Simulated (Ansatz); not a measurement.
# A series in temperature on Pd

All results are calculated (Ansatz 0.2.0). Harmonic phonon free energy (zero-point part included), entropy and heat capacity at constant volume from interpolated force constants; periodic cell, basis, potentials, k mesh and filling as listed.

Structure of every row (space group Im-3m, No. 229):
```
CELL_PARAMETERS angstrom
-1.57230 1.57230 1.57230
1.57230 -1.57230 1.57230
1.57230 1.57230 -1.57230
ATOMIC_POSITIONS crystal
Pd 0.00000 0.00000 0.00000
```

Settings of every row: functional r2SCAN; dispersion none; potentials PAW; wave cutoff 653.07 eV; density cutoff 2612.3 eV; k mesh 10x10x10; k shift 0x0x0; occupations cold; smearing width 0.1 eV; spin none; phonon method finite displacements; phonon supercell 2x2x2; dipole term of polar modes left out.

Limits: coarse k mesh, up to 40 meV an atom off; small supercell for force constants; volume not checked for rest; the cell comes from a prototype or a list of computed structures and needn't be the stable phase.

| row | temperature (K) | phonon entropy (k_B/atom) | phonon heat capacity (k_B/atom) | phonon free energy (meV/atom) |
| --- | --- | --- | --- | --- |
| 1 | 160 | 2.981 | 2.647 | 5.46 |
| 2 | 240 | 4.097 | 2.834 | -19.15 |
| 3 | 320 | 4.923 | 2.905 | -50.37 |
| 4 | 400 | 5.576 | 2.938 | -86.64 |
| 5 | 480 | 6.113 | 2.957 | -126.98 |
| 6 | 560 | 6.57 | 2.968 | -170.74 |
| 7 | 640 | 6.967 | 2.976 | -217.43 |
| 8 | 720 | ? | ? | ? |
| 9 | 800 | 7.632 | 2.984 | -318.24 |
| 10 | 880 | 7.916 | 2.987 | -371.85 |
| 11 | 960 | 8.176 | 2.989 | -427.33 |

Question: what phonon entropy and phonon heat capacity should row 8 give?

Worked fit of phonon entropy. Entropy rises as the heat capacity times the change of ln T, so take t = ln(T / 300 K). The shown rows have t = -0.6286, -0.2231, 0.0645, 0.2877, 0.47, 0.6242, 0.7577, 0.9808, 1.0761, 1.1632. Least squares give phonon entropy = 4.7445 + 2.86645 × t + 0.07689 × t² k_B/atom; a straight line predicts inner rows, each left out in turn, worse (root mean square 0.021 against 0.0078 k_B/atom). The rows lie off it by 0.008, -0.012, -0.007, 0.000, 0.004, 0.006, 0.006, 0.002, -0.002, -0.007 (root mean square 0.0063 k_B/atom), a smooth pattern that one more power would take up: the form is only approximate. The slope at t = 0, 2.87 k_B/atom, estimates the heat capacity at 300 K. The withheld row has t = 0.8755, so the fit gives 4.7445 + 2.86645 × (0.8755) + 0.07689 × (0.8755)² = 7.313 k_B/atom.

The calculation gave 7.317 k_B/atom. The fit lies 0.004 k_B/atom (0.077 % of the column's range) below it; its largest miss of a shown row is 0.012 k_B/atom.

Worked fit of phonon heat capacity. At high temperature a harmonic heat capacity falls short of its limit by a term in 1/T², so take t = (100 K / T)². The shown rows have t = 0.39062, 0.17361, 0.09766, 0.0625, 0.0434, 0.03189, 0.02441, 0.01562, 0.01291, 0.01085. Least squares give phonon heat capacity = 2.9997 − 0.9959 × t + 0.2377 × t² k_B/atom; a straight line predicts inner rows, each left out in turn, worse (root mean square 0.0031 against 0.00031 k_B/atom). All shown rows lie on it to the printed digit. The constant, 2.9997 k_B/atom, is to be held against the harmonic limit of 3 k_B an atom. The withheld row has t = 0.01929, so the fit gives 2.9997 − 0.9959 × (0.01929) + 0.2377 × (0.01929)² = 2.981 k_B/atom.

The calculation gave 2.981 k_B/atom. The fit meets it to the printed digit.

The other values of row 8: phonon free energy -266.69 meV/atom.
